**Examination question.** Hafnium dioxide in the cubic fluorite structure was computed at seven volumes. Every cell keeps the same shape, so all lengths scale together with the Hf-O distance $r$, and the volume per atom $V$ grows as $r^3$. The energy per atom $E$ is counted from the minimum of the curve.

Cubic fluorite HfO2 at fixed cell shape, computed with JDFTx 1.7.0 (patched build), the PBE functional and PseudoDojo SR PBE 0.5 standard pseudopotentials, without spin polarisation. All runs use a 9×9×9 k mesh, a plane-wave cutoff of 1142.88 eV and Fermi-Dirac smearing of 0.05 eV. Energies are counted from the minimum of a Birch-Murnaghan fit.

| volume (Å³/atom) | energy (meV/atom) |
| --- | --- |
| 10.48 | 14.92 |
| 10.71 | 3.55 |
| 10.93 | 0.00 |
| 11.15 | 3.49 |
| 11.38 | 13.25 |
| 11.60 | 28.76 |
| 11.82 | 49.36 |

### 1. The Hf-O distance in row 11.15 is 2.215 Å. Does this cell want to shrink or to grow?

*Answer.* It wants to shrink. The energy is lowest in row 10.93, and the cell of row 11.15 is about 2 % larger in volume than the minimum. Its bonds are only 0.7 % too long, because a small relative change of length counts three times in the volume. The preferred distance is 2.20 Å.

### 2. Row 11.15 lies only 3.49 meV per atom above the minimum. Is it almost free of stress?

*Answer.* No. Pressure is the slope of the energy curve, $P=-\mathrm{d}E/\mathrm{d}V$, and the slope between the neighbouring rows 10.93 and 11.38 amounts to a tension of nearly 5 GPa.

*Remark.* Near a minimum the energy grows with the square of the strain, but the stress grows in proportion to the strain itself. Halving a small strain therefore quarters the energy and only halves the stress. A cell can look relaxed by its energy and still carry a stress that matters to anyone who computes elastic data or a strained film.

### 3. Rows 10.71 and 11.15 have almost the same energy. Is the curve symmetric?

*Answer.* It isn't. Two steps of compression from row 10.93 cost 14.92 meV per atom, while two steps of expansion cost 13.25. Going from two to four steps of expansion raises the cost 3.7 times, where a parabola would give about four times.

*Remark.* The inner pair misleads because the true minimum lies slightly to the small-volume side of row 10.93. That favours row 10.71 and hides most of the asymmetry. The outer rows show it plainly.

### 4. How does the stiffness change as the bonds lengthen?

*Answer.* The bulk modulus $B$, the resistance to a uniform change of volume, is the curvature of the energy times the volume:

$$B=V\,\frac{\mathrm{d}^2E}{\mathrm{d}V^2}.$$

Three neighbouring rows are enough to estimate it at the middle one. It falls at every step of expansion, from about 270 GPa at row 10.71 to 190 GPa at row 11.60. The bonds lengthen by only 2.7 % over that range, so each per cent of bond length costs roughly an eighth of the stiffness.

### 5. Is this softening mere geometry, or does the bond itself change?

*Answer.* Let each bond be an ideal spring whose energy depends on the square of its stretch. Close to the minimum, at volume $V_0$ and distance $r_0$, the energy is $\tfrac12 BV_0(\Delta V/V_0)^2$. The relative change of volume is three times that of length, which gives

$$E_\text{spring}=\tfrac92\,B\,V_0\left(\frac{r}{r_0}-1\right)^2 .$$

The three middle rows supply $B=248$ GPa, or 1.55 eV/Å³, and the fitted minimum lies at $V_0=10.93$ Å³ per atom. The prefactor is then about 76 eV. In row 11.82, which played no part in setting the stiffness, the bonds are 2.66 % longer than at the minimum:

$$E_\text{spring}\approx 76\ \text{eV}\times(0.0266)^2\approx 54\ \text{meV}.$$

The computed energy is 49.36 meV, so the spring overrates the cost of this stretch by about 9 %. Its failure is clearer in the stiffness. Between rows 10.71 and 11.60 the modulus of the spring model falls by 8 %, but the computed one falls by 29 %. Geometry explains a small part of the softening, and the rest means that the effective bond, which here stands for all the forces in the crystal, weakens as it is stretched. The output below sets the spring beside the computed curve row by row.

*Remark.* The usual picture of an ionic solid explains why. Attraction between the charged ions changes gently with distance, whereas the repulsion between their filled shells rises steeply once they overlap. The two forces balance at the minimum, but the resistance to a change of volume comes from the steep repulsion. The attraction works against this resistance, because its pull slackens as the ions move apart. A slight stretch weakens the steep repulsion faster than the gentle attraction, so the stiffness left over falls faster than either. The energy curve contains only the sum of the two effects, so this division rests on theory.

### 6. What would happen if cerium took the place of hafnium in the same structure?

*Answer.* The Ce⁴⁺ ion is larger, so the bonds would be longer and the crystal softer. The steep fall found in question 4 must not be used to predict by how much. Most of that fall belongs to hafnia stretched beyond its own best distance, where the repulsion is weaker than the attraction. In cerium dioxide at rest, the larger ion restores the contact and repulsion again balances attraction.

*Remark.* For ions of equal charge in the same structure, the simple ionic model makes the modulus at rest fall roughly as the fourth power of the bond length. Along the hafnia curve of question 4 it falls roughly as the thirteenth power. Stretching one crystal and choosing a larger ion both lengthen the bonds, but only stretching takes the ions out of balance. Zirconium, whose ion is nearly the size of hafnium's, should give a curve much like this one.

### 7. Which digits of the bulk modulus can be trusted?

*Answer.* As a property of this computed curve, about 248 GPa is sound to within a few GPa: an equation-of-state fit through all seven rows gives 247 GPa. A reader who works from the printed volumes will find 255 GPa instead. The estimate divides by the square of a small volume step, so rounding that step from 0.223 to 0.22 Å³ shifts the result by 3 %. Rounding of the energies changes it by less than 1 GPa.

*Remark.* Agreement between two readings of one curve is no measure of its distance from a real material. The calculation describes a motionless lattice with one density functional, and it holds every cell in the cubic form. Its k mesh and cutoff are usual working values, and the table doesn't test how far the modulus would move with finer ones. Hafnia at room temperature is monoclinic, and a crystal free to distort can respond to pressure by changing the shape of its cell and shifting its atoms, as well as by shortening its bonds. For a ceramic part or a coating, the modulus must therefore come from the phase that is actually present.

Printed output of the fit:

```
Bond length and energies:
    row  Hf-O in angstrom  computed meV/atom  spring meV/atom
  10.48              2.17              14.92             14.3
  10.71             2.185               3.55            3.485
  10.93               2.2                  0        0.0004932
  11.15             2.215               3.49            3.556
  11.38              2.23              13.25            13.87
   11.6             2.244              28.76            30.69
  11.82             2.258              49.36            53.75
Local modulus from this row and the two before it:
    row  centre volume  computed GPa  spring GPa
  10.48          10.26           n/a         n/a
  10.71          10.48           n/a         n/a
  10.93          10.71         269.6       252.9
  11.15          10.93         247.8       247.8
  11.38          11.15         225.2       242.8
   11.6          11.38         210.7         238
  11.82           11.6         190.1       233.4
Hf-O distance at the fitted minimum, angstrom: 2.2
Volume of given cell above the fitted minimum, percent: 2.065
Hf-O of given cell above the fitted minimum, percent: 0.6838
Tension in the given cell, GPa: 4.759
Energy ratio of four steps to two steps of expansion: 3.725
Energy ratio of two steps to one step of compression: 4.203
Two steps of compression less two of expansion, meV/atom: 1.67
Bulk modulus from the three middle rows, GPa: 247.8
The same with the rounded printed volumes, GPa: 254.7
Largest effect of energy rounding on it, GPa: 0.704
Fall of local modulus from 10.71 to 11.60, percent: 29.49
Fall for the harmonic spring, percent: 7.728
Rise of Hf-O over the same range, percent: 2.704
Power of bond length with which the modulus changes: -13.09
```
